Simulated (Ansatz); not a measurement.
# A series in volume scale on SbP

Periodic Kohn-Sham DFT of a crystal at fixed atoms, scaled to volume_scale times the given cell; pressure positive in compression, energy less spherical unpolarised free atoms, largest_vzz the field gradient of largest size among the nuclei. The results are calculated, by Ansatz 0.2.0.

The cell before it is scaled or strained (space group Fm-3m, No. 225):
```
SbP
1.0
      0.0000     2.8177     2.8177
      2.8177     0.0000     2.8177
      2.8177     2.8177     0.0000
Sb P
1 1
Direct
  0.00000 0.00000 0.00000
  0.50000 0.50000 0.50000
```

Settings of every row: method frozen-core PAW; functional PBE; relativity scalar; k mesh 11x11x11; filling fermi-dirac; smearing width 0.05 eV; wave cutoff 420 eV; paw set soft_2.

Atom start moment: 0 on all atoms.

Limits: no spin-orbit coupling on heavy atoms; the cell comes from a prototype or a list of computed structures and needn't be the stable phase.

```
row  volume scale  V (Å³/atom)  pressure (GPa)
  1          0.96       21.476           3.396
  2          0.98       21.924               ?
  3             1       22.372               0
  4          1.02       22.818          -1.458
  5          1.04       23.266          -2.765
```

Question: what pressure should row 2 give?

Worked fit of pressure. Take u = (V_r/V)^(2/3) − 1 with V_r = 22.595 Å³ an atom, which is twice the finite (Eulerian) strain; such expansions in the strain, on which the Birch-Murnaghan equation of state is built, carry the rest volume and the bulk modulus. The shown rows have u = 0.03444, 0.00663, -0.00653, -0.01932. Least squares give pressure = −0.7466 + 110.213 × u + 292.86 × u² GPa; a straight line predicts inner rows, each left out in turn, worse (root mean square 0.13 against 0.0085 GPa). The rows lie off it by -0.001, 0.003, -0.004, 0.002. The pressure vanishes at u = 0.0067, or V = 22.37 Å³ an atom, and there the bulk modulus at fixed shape and fractions is B = −V dP/dV = (2/3)(1 + u) dP/du = 76.6 GPa. The withheld row has u = 0.0203, so the fit gives −0.7466 + 110.213 × (0.0203) + 292.86 × (0.0203)² = 1.611 GPa.

The calculation gave 1.617 GPa. The fit lies 0.006 GPa (0.097 % of the column's range) below it; its largest miss of a shown row is 0.004 GPa.
